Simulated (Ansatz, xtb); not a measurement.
## C2H5BBr (SMILES CC[B]Br): the dipole moment, rung by rung

C2H5BBr: 9 atoms, total charge 0, spin state doublet. SMILES: `CC[B]Br`. Geometry: relaxed at PBE0-D4/def2-TZVP. This is one conformer, not always the lowest.

```xyz
9

C    -0.3338    1.0623    0.3823
C     0.3606   -0.1902   -0.1403
B    -0.5090   -1.4608   -0.2828
Br    0.0934   -3.1425   -0.9023
H    -1.1577    1.3567   -0.2707
H    -0.7509    0.8946    1.3772
H     0.3603    1.9033    0.4468
H     0.8124   -0.0066   -1.1268
H     1.2133   -0.4630    0.4996
```

Each level gives the dipole moment (D). The values are calculated.

```tsv
level	kind	program	value (D)
GFN2-xTB	semi-empirical	xtb	2.89
GFN0-xTB	semi-empirical	xtb	2.25
GFN1-xTB	semi-empirical	xtb	1.54
UHF/STO-3G	Hartree–Fock	Ansatz	1.37
UHF/3-21G	Hartree–Fock	Ansatz	1.79
UHF/def2-SVP	Hartree–Fock	Ansatz	1.52
USVWN5/3-21G	LDA	Ansatz	1.61
UPBE/pcseg-1	GGA	Ansatz	1.39
U-r2SCAN/6-31G** (spherical functions)	meta-GGA	Ansatz	1.56
UB3LYP/6-31G* (spherical functions)	global hybrid	Ansatz	1.50
```

All-electron rows without a relativistic Hamiltonian named are non-relativistic. The values span 1.37 to 2.89 D. Sets without polarisation functions give poor dipoles.

The ab initio and density-functional rows with polarised basis sets agree on a moderate dipole, between 1.39 and 1.56 D. GFN1-xTB falls in the same range, whereas GFN0-xTB and especially GFN2-xTB, at 2.89 D, lie well above it, probably because their parametrisations describe the charge distribution around two-coordinate boron poorly.

A moderate moment fits the bonding. Bromine draws σ density from the electropositive boron, and the ethyl group donates towards the same centre, but a bromine lone pair can return π density to boron's formally empty p orbital and offset part of that polarity. The unpaired electron, expected in an in-plane hybrid on the bent boron centre, adds an atomic contribution of its own.

Within Hartree–Fock the value rises from STO-3G to 3-21G and falls again with def2-SVP, so the closeness of the minimal-basis result to the polarised ones is no sign of quality. Functional and basis change together among the polarised density-functional rows, so their order doesn't rank the functionals.
